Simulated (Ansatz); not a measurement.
# SiC₂N₄: holes, doping and thermopower

Plane-wave DFT in Ansatz, PBEsol, scalar-relativistic PAW potentials, cutoff 420 eV, no spin-orbit coupling; no spin polarisation. SiC₂N₄ in space group Pn-3m. Boltzmann transport at 300 K in rigid bands with one relaxation time, bands interpolated from the k mesh 4×4×4; values are means over x, y, z.

```tsv
holes (cm⁻³)	size of S (μV/K)	σ/τ (Ω⁻¹ m⁻¹ s⁻¹)
10^18	720.4	2.47e+16
10^19	?	2.47e+17
10^20	323.8	2.46e+18
10^21	128.3	2.35e+19
```

Task: Take the lowest doping as non-degenerate: get the effective density of states and the masses, and predict the missing S.

Result: For parabolic bands and one τ, |S| = (k_B/e)(5/2 − η) with k_B/e = 86.17 μV/K and n = N e^η. The first row gives η = -5.86, N = 35.08×10¹⁹ cm⁻³ and, from N = 2.509×10¹⁹ cm⁻³ × m_d^(3/2), a density-of-states mass of 5.80 mₑ (all valleys and bands together). σ/τ = ne²/m_c gives a conductivity mass of 1.14 mₑ; m_d is 5.1 times m_c, the sign of several valleys, several bands or anisotropy. A decade of doping costs (k_B/e) ln 10 = 198.4 μV/K, which predicts 522 μV/K; the run gave 522.0. The gas is still far from degenerate, so the rule holds. At 10^21 cm⁻³ the rule would give 125 μV/K against 128.3. Scattering that depends on energy changes the 5/2, and whether such doping can be reached wasn't computed.

Cost: about 25 core-minutes for the runs cited, on Arm Neoverse N1 (shared hosts).

The thermopower falls with doping because each added hole brings the Fermi level closer to the valence band and lowers the entropy carried per hole, while σ/τ grows almost in proportion to the hole density. At 10^21 cm⁻³ the density exceeds the fitted effective density of states, so the close match there doesn't show that the gas is still classical. Fermi statistics in a parabolic band would raise S above the simple rule, and departures from parabolic dispersion probably offset much of this.

The large density-of-states mass probably reflects several closely spaced bands of nitrogen p character, as expected for the π lone pairs of carbodiimide-like N–C–N units. Such bands add states without an equal penalty in conductivity mass. At fixed τ, S²σ therefore still rises up to the highest doping, and the table doesn't bracket an optimum. Whether the holes stay band-like or self-trap on nitrogen, which would undermine the band-transport picture, remains open.
